**Conformer populations of 1-fluorobutane in chloroform**

The table holds five conformers with their torsions, relative energies, free energies, Boltzmann weights at 298.15 K and dipoles, from B3LYP-D3(BJ)/def2-SVP energies in chloroform on PBE0-D3(BJ)/def2-SVP geometries with GFN2-xTB free-energy terms. The program fits nothing: it recomputes weights and mixing entropy, splits each free energy into DFT, counting and thermal parts, and forms differences at fixed torsion. Gauche fluorine holds 82.5 % of the population against 66.7 % from counting, while GFN2-xTB energies with the same added terms give 58.1 %. A parameter-free estimate with frozen free energies per structure gives the drift of the weights between 250 and 373 K. A shift of 0.05 kcal/mol moves the largest weight by about two points, and the order of rows 2 and 3 stays unresolved.

Conformers of 1-fluorobutane, PySCF 2.14.0 and tblite 0.8.0: B3LYP-D3(BJ)/def2-SVP energies in chloroform at PBE0-D3(BJ)/def2-SVP geometries. Free energies and weights (298.15 K) include GFN2-xTB quasi-harmonic terms and symmetry numbers; a mirror pair is shown once, with both forms counted. Torsions are C1-C2-C3-C4 and C2-C3-C4-F5.

## Analysis program

```python
# Table: five conformers of 1-fluorobutane (PySCF + tblite), B3LYP-D3(BJ)/def2-SVP energies in chloroform
# on PBE0-D3(BJ)/def2-SVP geometries, GFN2-xTB thermal terms, weights at 298.15 K, dipoles.
# Worked out: weights, split of the free energy, torsion differences, shares, method, temperature, noise.
T = {
    'conformer_number': [1, 2, 3, 4, 5],
    'conformer_torsions_in_degrees': ['(-176,62)', '(63,56)', '(67,-67)', '(180,180)', '(65,176)'],
    'conformer_point_group': ['C1', 'C1', 'C1', 'Cs', 'C1'],
    'conformer_mirror_pair': ['yes', 'yes', 'yes', 'no', 'yes'],
    'conformer_gfn2_energy_at_gfn2_minimum': [0.0, 0.6, 0.81, 0.03, 0.37],  # kcal/mol
    'conformer_dft_energy': [0.0, 0.35, 0.37, 0.54, 1.08],  # kcal/mol
    'conformer_free_energy': [0.0, 0.44, 0.55, 0.84, 1.11],  # kcal/mol
    'conformer_weight': [44.1, 21.0, 17.4, 10.7, 6.8],  # %
    'conformer_dipole': [1.88, 1.86, 1.96, 2.03, 2.06],  # D
}
import re
import numpy as np
from scipy.constants import R, calorie
Rk = R / calorie / 1000
RT = Rk * 298.15
tor = np.array([[float(x) for x in re.findall(r'-?\d+\.?\d*', str(t).replace('\u2212', '-'))]
                for t in T['conformer_torsions_in_degrees']])
gC, gF = abs(tor[:, 0]) < 120, abs(tor[:, 1]) < 120
g = np.array([2.0 if str(m).lower() in ('yes', 'true') else 1.0 for m in T['conformer_mirror_pair']])
X, E, G, W, D = (np.array(T['conformer_' + k], float) for k in
                 ('gfn2_energy_at_gfn2_minimum', 'dft_energy', 'free_energy', 'weight', 'dipole'))
n = np.array([int(i) for i in T['conformer_number']])
def wt(e, mult, rt=RT):
    z = mult * np.exp(-e / rt)
    return 100 * z / z.sum()
row = lambda a, f='.1f': ' '.join(format(v, f) for v in a)
cnt = -RT * np.log(g / g[0]) + 0.0
th = G - E - cnt
Wc = wt(G, 1.0)
print(f'RT = {RT:.3f}, RT ln2 = {RT*np.log(2):.3f} kcal/mol; structures {g.sum():.0f}, gauche F {g[gF].sum():.0f}, gauche chain {g[gC].sum():.0f}')
print('row chain F | DFT counting thermal G (kcal/mol) | weight recomputed per-structure (%)')
for i in range(len(n)):
    print(f"{n[i]} {'g' if gC[i] else 'a'} {'g' if gF[i] else 'a'} | {E[i]:.2f} {cnt[i]:.2f} {th[i]:+.2f} {G[i]:.2f} | {W[i]:.1f} {Wc[i]:.1f} {W[i]/g[i]:.2f}")
print(f'largest gap, recomputed vs table weight: {abs(Wc-W).max():.2f} points')
print(f'rounding: 0.005 kcal/mol is {100*(np.exp(0.005/RT)-1):.1f} % of a weight ratio; weights rounded to 0.05 points')
p = W / W.sum()
S = -1000 * Rk * (p * np.log(p / g)).sum()
S_run = 4.04  # mixing entropy reported by the same calculation, cal/(mol K)
print(f'mixing entropy {S:.2f}, reported {S_run:.2f}, upper limit R ln9 {1000*Rk*np.log(g.sum()):.2f} cal/(mol K); T*S = {S*0.29815:.2f} kcal/mol')
print('differences in kcal/mol: DFT | GFN2-xTB | G per structure')
Gs = G - cnt
for lab, a, b in [('anti F - gauche F, anti chain', 4, 1), ('anti F - gauche F, gauche chain', 5, 2),
                  ('anti F - gauche F, gauche chain', 5, 3), ('gauche - anti chain, gauche F', 2, 1),
                  ('gauche - anti chain, gauche F', 3, 1), ('gauche - anti chain, anti F', 5, 4),
                  ('opposite - same sign gauche pair', 3, 2)]:
    print(f'{lab} ({a}-{b}): {E[a-1]-E[b-1]:+.2f} | {X[a-1]-X[b-1]:+.2f} | {Gs[a-1]-Gs[b-1]:+.2f}')
add = E[3] - E[0] + E[1:3] - E[0]
print(f'row 5 DFT if additive, via row 2 / row 3: {add[0]:.2f} / {add[1]:.2f}; table {E[4]:.2f}; excess {E[4]-add[0]:+.2f} / {E[4]-add[1]:+.2f}')
for lab, m in (('gauche F', gF), ('gauche chain', gC)):
    s, c = W[m].sum(), 100 * g[m].sum() / g.sum()
    print(f'{lab}: share {s:.1f} %, counting {c:.1f} %, -RT ln(odds ratio) {-RT*np.log(s/(100-s)*(100-c)/c):+.2f} kcal/mol')
print('weights of rows 1-5 (%) | gauche F | gauche chain')
cases = [('counting only', wt(0 * E, g)), ('DFT energy, no counting', wt(E, 1.0)), ('DFT energy + counting', wt(E, g)),
         ('GFN2-xTB energy + counting', wt(X, g)), ('GFN2-xTB + counting + thermal', wt(X + th, g)), ('table', W)]
cases += [(f'frozen G per structure, {t:.0f} K', wt(Gs, g, Rk * t)) for t in (250.0, 373.15)]
cases += [(f'gauche-F rows moved {d:+.2f} kcal/mol', wt(G + d * gF, 1.0)) for d in (-0.05, 0.05, 0.25)]
for lab, w in cases:
    print(f'{lab}: {row(w)} | {w[gF].sum():.1f} | {w[gC].sum():.1f}')
print('order, lowest first: DFT', row(n[np.argsort(E)], 'd'), '; GFN2-xTB', row(n[np.argsort(X)], 'd'), '; G', row(n[np.argsort(G)], 'd'))
print('GFN2-xTB minus DFT, rows 1-5 (kcal/mol):', row(X - E, '+.2f'))
print(f'0.05 kcal/mol changes a weight ratio by {100*(np.exp(0.05/RT)-1):.0f} %')
print('row 1 weight with its G moved -0.05 / +0.05: ' + ' / '.join(f'{wt(G+d*(n==1),1.0)[0]:.1f}' for d in (-0.05, 0.05)) + ' %')
print(f'weight ratios: row 2 / row 3 {W[1]/W[2]:.2f}, row 1 / row 4 {W[0]/W[3]:.2f}, per structure {W[0]/g[0]/(W[3]/g[3]):.2f}')
print(f'dipole (D): gauche F {D[gF].min():.2f}-{D[gF].max():.2f}, anti F {D[~gF].min():.2f}-{D[~gF].max():.2f}, weighted mean {p@D:.2f}')
print(f'dipole differences (D): 4-1 {D[3]-D[0]:+.2f}, 5-2 {D[4]-D[1]:+.2f}, 5-3 {D[4]-D[2]:+.2f}, 3-2 {D[2]-D[1]:+.2f}')
print('largest torsion offset from 60 or 180 deg, rows 1-5:', row(np.minimum(abs(abs(tor) - 60), 180 - abs(tor)).max(1), '.0f'))
assert abs(Wc - W).max() < 0.5 and abs(S - S_run) < 0.03
assert E[~gF].min() > E[gF].max() and W[gF].sum() > 200 / 3
assert D[~gF].min() > D[gF].max()
assert X[4] < min(X[1], X[2]) and abs(E[2] - E[1]) < 0.05
```

It prints:

```
RT = 0.592, RT ln2 = 0.411 kcal/mol; structures 9, gauche F 6, gauche chain 6
row chain F | DFT counting thermal G (kcal/mol) | weight recomputed per-structure (%)
1 a g | 0.00 0.00 +0.00 0.00 | 44.1 44.1 22.05
2 g g | 0.35 0.00 +0.09 0.44 | 21.0 21.0 10.50
3 g g | 0.37 0.00 +0.18 0.55 | 17.4 17.4 8.70
4 a a | 0.54 0.41 -0.11 0.84 | 10.7 10.7 10.70
5 g a | 1.08 0.00 +0.03 1.11 | 6.8 6.8 3.40
largest gap, recomputed vs table weight: 0.03 points
rounding: 0.005 kcal/mol is 0.8 % of a weight ratio; weights rounded to 0.05 points
mixing entropy 4.04, reported 4.04, upper limit R ln9 4.37 cal/(mol K); T*S = 1.21 kcal/mol
differences in kcal/mol: DFT | GFN2-xTB | G per structure
anti F - gauche F, anti chain (4-1): +0.54 | +0.03 | +0.43
anti F - gauche F, gauche chain (5-2): +0.73 | -0.23 | +0.67
anti F - gauche F, gauche chain (5-3): +0.71 | -0.44 | +0.56
gauche - anti chain, gauche F (2-1): +0.35 | +0.60 | +0.44
gauche - anti chain, gauche F (3-1): +0.37 | +0.81 | +0.55
gauche - anti chain, anti F (5-4): +0.54 | +0.34 | +0.68
opposite - same sign gauche pair (3-2): +0.02 | +0.21 | +0.11
row 5 DFT if additive, via row 2 / row 3: 0.89 / 0.91; table 1.08; excess +0.19 / +0.17
gauche F: share 82.5 %, counting 66.7 %, -RT ln(odds ratio) -0.51 kcal/mol
gauche chain: share 45.2 %, counting 66.7 %, -RT ln(odds ratio) +0.52 kcal/mol
weights of rows 1-5 (%) | gauche F | gauche chain
counting only: 22.2 22.2 22.2 11.1 22.2 | 66.7 | 66.7
DFT energy, no counting: 37.7 20.9 20.2 15.2 6.1 | 78.8 | 47.2
DFT energy + counting: 40.8 22.6 21.8 8.2 6.6 | 85.2 | 51.0
GFN2-xTB energy + counting: 38.0 13.8 9.7 18.1 20.4 | 61.5 | 43.9
GFN2-xTB + counting + thermal: 38.7 12.1 7.3 22.2 19.7 | 58.1 | 39.1
table: 44.1 21.0 17.4 10.7 6.8 | 82.5 | 45.2
frozen G per structure, 250 K: 48.5 20.0 16.0 10.2 5.2 | 84.6 | 41.2
frozen G per structure, 373 K: 39.5 21.8 18.8 11.1 8.8 | 80.1 | 49.5
gauche-F rows moved -0.05 kcal/mol: 44.7 21.3 17.7 10.0 6.3 | 83.7 | 45.3
gauche-F rows moved +0.05 kcal/mol: 43.4 20.7 17.2 11.5 7.3 | 81.3 | 45.1
gauche-F rows moved +0.25 kcal/mol: 40.4 19.2 16.0 14.9 9.5 | 75.6 | 44.7
order, lowest first: DFT 1 2 3 4 5 ; GFN2-xTB 1 4 5 2 3 ; G 1 2 3 4 5
GFN2-xTB minus DFT, rows 1-5 (kcal/mol): +0.00 +0.25 +0.44 -0.51 -0.71
0.05 kcal/mol changes a weight ratio by 9 %
row 1 weight with its G moved -0.05 / +0.05: 46.2 / 42.0 %
weight ratios: row 2 / row 3 1.21, row 1 / row 4 4.12, per structure 2.06
dipole (D): gauche F 1.86-1.96, anti F 2.03-2.06, weighted mean 1.92
dipole differences (D): 4-1 +0.15, 5-2 +0.20, 5-3 +0.10, 3-2 +0.10
largest torsion offset from 60 or 180 deg, rows 1-5: 4 4 7 0 5
```
